**Fifth ionisation energies of Hf to Hg: shell change and exchange step**

The table holds ionisation energies of 4+ ions from hafnium to mercury as total-energy differences of spherical, spin-polarised, scalar-relativistic LDA-PW92 atoms (Quantum ESPRESSO ld1.x), with eigenvalues, mean radii and NIST values. The program fits a straight line with an exchange step 5J, derived from a spin-polarisation energy −(J/4)M², to the six rows that lose a 5d electron and compares it with a parabola without a step. The step comes out at 3.6 eV with a residual of 0.05 eV, ten times smaller than that of the parabola, and lies somewhat below 5J from the spin splittings of the levels (3.8 to 4.2 eV); hafnium, which loses a 4f electron, lies 24.6 eV above the line. A frozen-orbital estimate of the slope is too large by a factor of 2.4, while the mean of the eigenvalues in the 4+ and 5+ ions recovers the ionisation energy of Os and Au to 0.08 eV. The output also lists errors against NIST and the first-order term and spin–orbit shifts, which do not account for the 3.07 eV error of mercury.

Fourfold charged ions from Hf to Hg in NIST's ground configurations, computed with Quantum ESPRESSO 7.5 (ld1.x) as spherical all-electron Kohn-Sham atoms. The runs use the spin-polarised, scalar-relativistic LDA (PW92) with a point nucleus and open shells filled at highest spin. The ionisation energy is the total energy of the 5+ ion less that of the 4+ ion.

## Program and output

```python
# Table: ionisation energies M4+ -> M5+ (Hf..Hg), QE ld1.x, spherical spin-polarised scalar-relativistic LDA-PW92, Delta-SCF.
# Tested: line + exchange step 5J (E=-(J/4)M^2) for 5d rows vs smooth quadratic; radii; xc part; Janak midpoint; errors vs NIST.
T = {
    'ion': ['Hf4+', 'Ta4+', 'Re4+', 'Os4+', 'Ir4+', 'Au4+', 'Hg4+'],
    'Z': [72, 73, 75, 76, 77, 79, 80],
    'N': [68, 69, 71, 72, 73, 75, 76],
    'configuration': ['[Xe] 4f14', '[Xe] 4f14 5d1', '[Xe] 4f14 5d3', '[Xe] 4f14 5d4', '[Xe] 4f14 5d5', '[Xe] 4f14 5d7', '[Xe] 4f14 5d8'],
    'removed': ['4f', '5d', '5d', '5d', '5d', '5d', '5d'],
    'ionisation_energy': [69.891, 48.0742, 53.8257, 56.5899, 59.308, 61.3819, 64.2738],  # eV
    'minus_highest_eigenvalue': [58.305, 41.855, 47.138, 49.688, 52.197, 54.117, 56.777],  # eV
    'highest_level_mean_radius': [0.66923, 1.7287, 1.5938, 1.5332, 1.4773, 1.3869, 1.3417],  # bohr
    'highest_level': ['4f', '5d up', '5d up', '5d up', '5d up', '5d down', '5d down'],
    'nist': [68.37, 48.272, 51.9, 55.0, 57.0, 60.0, 61.2],  # eV
    'nist_kind': ['semi-empirical', 'semi-empirical', 'theory', 'theory', 'theory', 'theory', 'measured'],
    'nist_unc': [0.04, 0.025, 1.9, 1.9, 1.9, 1.9, 0.2],  # eV
    'error': [1.52, -0.198, 1.93, 1.59, 2.31, 1.38, 3.07],  # eV
}
import numpy as np
from scipy.constants import physical_constants as pc
Ha = pc['Hartree energy in eV'][0]
A = lambda k: np.array(T[k], float)
Z, IE, eps, r = A('Z'), A('ionisation_energy'), A('minus_highest_eigenvalue'), A('highest_level_mean_radius')
nist, unc, err = A('nist'), A('nist_unc'), A('error')
name = T.get('ion', [str(int(z)) for z in Z]); lev = T['highest_level']
n = Z - 72; d = np.array([l.startswith('5d') for l in lev]); dn = np.array([float('down' in l) for l in lev])
# typed from further outputs of the same runs: Exc and Hartree energy (hartree) of 4+ and 5+ ions, Hf..Hg
xc4 = np.array([-297.4093, -304.6562, -319.4525, -327.0079, -334.6721, -350.0491, -357.9172])
xc5 = np.array([-296.3394, -304.1491, -318.8615, -326.379, -334.0068, -349.4481, -357.2724])
h4 = np.array([5800.318, 5993.922, 6392.238, 6597.35, 6806.63, 7237.169, 7459.202])
h5 = np.array([5739.454, 5955.066, 6350.496, 6554.107, 6761.854, 7189.766, 7410.176])
# further outputs: 5d (up, down) eigenvalues eV and unpaired count M; Ta4+ Slater integrals eV, <1/r>, 4f level
split = {'Ta4+': (-41.85507, -41.01936, 1), 'Os5+': (-63.65585, -61.201, 3), 'Au5+': (-71.83361, -68.80744, 4)}
F0, F2, F4, F0f, invr, e4f = 14.19639, 7.527894, 5.016536, 39.62133, 0.7371923, -67.28264
rAu5 = (1.336344, 1.341835)
dxc = (xc5 - xc4)*Ha; dH = (h5 - h4)*Ha; rest = IE - dxc
x = n - 1; one = np.ones_like(x)
def fit(cols, y):
    M = np.array(cols).T; p = np.linalg.lstsq(M[d], y[d], rcond=None)[0]
    res = y - M @ p; return p, res, np.sqrt(np.mean(res[d]**2))
print('rounding floor: IE 5e-5 eV, xc part ~3e-3 eV, Hartree part up to ~0.1 eV')
print('step: dIE, dIE/Z, d(-eps)/Z, dxc/Z, rest/Z, dHartree/Z, NIST/Z (eV); dr/Z (bohr)')
for i in range(len(Z)-1):
    s = lambda y: (y[i+1]-y[i])/(Z[i+1]-Z[i])
    print(f'{name[i]}->{name[i+1]}: {IE[i+1]-IE[i]:.2f} {s(IE):.3f} {s(eps):.3f} {s(dxc):.2f} {s(rest):.2f} {s(dH):.1f} {s(nist):.2f}; {s(r):.4f}')
p1, r1, s1 = fit([one, x, -dn], IE); p2, r2, s2 = fit([one, x, x*x], IE); p3, r3, s3 = fit([one, x, x*x, -dn], IE)
print(f'line+step: a={p1[0]:.2f} b={p1[1]:.3f} eV/Z step={p1[2]:.2f} eV step/5={p1[2]/5:.3f} rms={s1:.3f} eV')
print(f'quadratic, no step: rms={s2:.3f} eV, ratio to line+step {s2/s1:.1f}')
print(f'quadratic+step (4 par, 6 rows): step={p3[3]:.2f} step/5={p3[3]/5:.3f} curv={p3[2]:.4f} rms={s3:.3f} eV')
print('residuals line+step (eV):', ' '.join(f'{a}:{b:+.3f}' for a, b in zip(name, r1)))
print('residuals quadratic (eV):', ' '.join(f'{a}:{b:+.2f}' for a, b in zip(name, r2)))
print(f'Hf (4f, not fitted): 5d line gives {IE[0]-r1[0]:.2f} eV; Ta4+ 4f-5d level gap {split["Ta4+"][0]-e4f:.1f} eV; r 5d(Ta)/4f(Hf) {r[1]/r[0]:.2f}')
for lab, y in (('xc part', dxc), ('IE - xc part', rest), ('Hartree part', dH), ('-eps', eps), ('NIST', nist)):
    p, _, s = fit([one, x, -dn], y); print(f'line+step on {lab}: slope {p[1]:.2f} eV/Z step {p[2]:.2f} eV rms {s:.3f}')
for k, (u, w, M) in split.items():
    print(f'{k}: 5d down-up {w-u:.3f} eV, M={M}, J={(w-u)/M:.3f}, 5J={5*(w-u)/M:.2f} eV')
K = (F2+F4)/14; B = F2/49 - 5*F4/441
print(f'Ta4+ Slater: K=(F2+F4)/14={K:.3f}, 5K={5*K:.2f}, B={B:.4f}, 4.5B={4.5*B:.2f} eV')
print(f'frozen slope <1/r>-F0+K = {invr*Ha:.2f}-{F0:.2f}+{K:.2f} = {invr*Ha-F0+K:.2f} eV/Z, ratio to b {(invr*Ha-F0+K)/p1[1]:.1f}')
print(f'Au5+ 5d radius down-up {rAu5[1]-rAu5[0]:.4f} bohr; 5d radius Ta->Hg {100*(r[-1]/r[1]-1):.1f} %')
gap = IE - eps
# ground terms of d^n: L, first-order spin-orbit energy (zeta), F terms lie 4.5B below the high-spin average
L = [0, 2, 3, 3, 2, 0, 2, 3, 3]
so = lambda m: 0.0 if L[m] == 0 else (-(L[m]+1)/2 if m < 5 else -L[m]/2)
tm = lambda m: -4.5*B if L[m] == 3 else 0.0
print('row: xc part, rest, gap=IE+eps (eV), gap*r, -eps/IE | error, err/unc, kind | missing IE shift: term eV (Ta B), SO in zeta')
for i in range(len(Z)):
    m = int(n[i]); sh = f'{tm(m-1)-tm(m):+.2f} {so(m-1)-so(m):+.1f}' if d[i] else '+0.00 -1.5(4f)'
    print(f'{name[i]}: {dxc[i]:.2f} {rest[i]:.2f} {gap[i]:.2f} {gap[i]*r[i]:.2f} {eps[i]/IE[i]:.3f} | {err[i]:+.2f} {err[i]/unc[i]:+.1f} {T["nist_kind"][i]} | {sh}')
print('relative error %:', ' '.join(f'{a}:{100*e/v:+.1f}' for a, e, v in zip(name, err, nist)))
print(f'gap/(F0/2): Ta 5d {gap[1]/(F0/2):.2f} (F0/2={F0/2:.2f}); Hf with Ta 4f F0 {gap[0]/(F0f/2):.2f} (F0/2={F0f/2:.2f} eV)')
mids = []
for z, e5, lab in ((76, -split['Os5+'][0], 'Os'), (79, -split['Au5+'][1], 'Au')):
    i = int(np.where(Z == z)[0][0]); mid = (eps[i]+e5)/2; mids.append(mid-IE[i])
    print(f'{lab}: -eps 4+ {eps[i]:.2f}, 5+ {e5:.2f}, mean {mid:.2f}, mean-IE {mid-IE[i]:+.3f} eV')
assert IE[0] > IE[d].max() and np.all(np.diff(IE[d]) > 0) and np.all(np.diff(r[d]) < 0)
assert 3.0 < p1[2] < 5*K and s2 > 3*s1
assert np.all(gap > 0) and max(abs(m) for m in mids) < 0.15
```

It prints:

```
rounding floor: IE 5e-5 eV, xc part ~3e-3 eV, Hartree part up to ~0.1 eV
step: dIE, dIE/Z, d(-eps)/Z, dxc/Z, rest/Z, dHartree/Z, NIST/Z (eV); dr/Z (bohr)
Hf4+->Ta4+: -21.82 -21.817 -16.450 -15.31 -6.50 598.9 -20.10; 1.0595
Ta4+->Re4+: 5.75 2.876 2.642 1.14 1.73 -39.3 1.81; -0.0674
Re4+->Os4+: 2.76 2.764 2.550 1.03 1.73 -40.8 3.10; -0.0606
Os4+->Ir4+: 2.72 2.718 2.509 0.99 1.73 -41.7 2.00; -0.0559
Ir4+->Au4+: 2.07 1.037 0.960 -0.87 1.91 -35.7 1.50; -0.0452
Au4+->Hg4+: 2.89 2.892 2.660 1.19 1.70 -44.2 1.20; -0.0452
line+step: a=48.11 b=2.817 eV/Z step=3.59 eV step/5=0.718 rms=0.052 eV
quadratic, no step: rms=0.515 eV, ratio to line+step 9.8
quadratic+step (4 par, 6 rows): step=3.57 step/5=0.714 curv=-0.0013 rms=0.052 eV
residuals line+step (eV): Hf4+:+24.596 Ta4+:-0.038 Re4+:+0.080 Os4+:+0.028 Ir4+:-0.071 Au4+:-0.038 Hg4+:+0.038
residuals quadratic (eV): Hf4+:+25.18 Ta4+:-0.02 Re4+:-0.17 Os4+:+0.07 Ir4+:+0.56 Au4+:-0.98 Hg4+:+0.54
Hf (4f, not fitted): 5d line gives 45.30 eV; Ta4+ 4f-5d level gap 25.4 eV; r 5d(Ta)/4f(Hf) 2.58
line+step on xc part: slope 1.09 eV/Z step 3.94 eV rms 0.056
line+step on IE - xc part: slope 1.73 eV/Z step -0.35 eV rms 0.009
line+step on Hartree part: slope -40.42 eV/Z step -6.88 eV rms 1.324
line+step on -eps: slope 2.59 eV/Z step 3.29 eV rms 0.044
line+step on NIST: slope 2.16 eV/Z step 1.64 eV rms 0.404
Ta4+: 5d down-up 0.836 eV, M=1, J=0.836, 5J=4.18 eV
Os5+: 5d down-up 2.455 eV, M=3, J=0.818, 5J=4.09 eV
Au5+: 5d down-up 3.026 eV, M=4, J=0.757, 5J=3.78 eV
Ta4+ Slater: K=(F2+F4)/14=0.896, 5K=4.48, B=0.0968, 4.5B=0.44 eV
frozen slope <1/r>-F0+K = 20.06-14.20+0.90 = 6.76 eV/Z, ratio to b 2.4
Au5+ 5d radius down-up 0.0055 bohr; 5d radius Ta->Hg -22.4 %
row: xc part, rest, gap=IE+eps (eV), gap*r, -eps/IE | error, err/unc, kind | missing IE shift: term eV (Ta B), SO in zeta
Hf4+: 29.11 40.78 11.59 7.75 0.834 | +1.52 +38.0 semi-empirical | +0.00 -1.5(4f)
Ta4+: 13.80 34.28 6.22 10.75 0.871 | -0.20 -7.9 semi-empirical | +0.00 +1.5
Re4+: 16.08 37.74 6.69 10.66 0.876 | +1.93 +1.0 theory | +0.00 +0.0
Os4+: 17.11 39.48 6.90 10.58 0.878 | +1.59 +0.8 theory | -0.44 -0.5
Ir4+: 18.10 41.20 7.11 10.51 0.880 | +2.31 +1.2 theory | +0.00 -1.5
Au4+: 16.35 45.03 7.26 10.08 0.882 | +1.38 +0.7 theory | +0.44 +0.5
Hg4+: 17.55 46.73 7.50 10.06 0.883 | +3.07 +15.3 measured | +0.00 +0.0
relative error %: Hf4+:+2.2 Ta4+:-0.4 Re4+:+3.7 Os4+:+2.9 Ir4+:+4.1 Au4+:+2.3 Hg4+:+5.0
gap/(F0/2): Ta 5d 0.88 (F0/2=7.10); Hf with Ta 4f F0 0.58 (F0/2=19.81 eV)
Os: -eps 4+ 49.69, 5+ 63.66, mean 56.67, mean-IE +0.082 eV
Au: -eps 4+ 54.12, 5+ 68.81, mean 61.46, mean-IE +0.080 eV
```
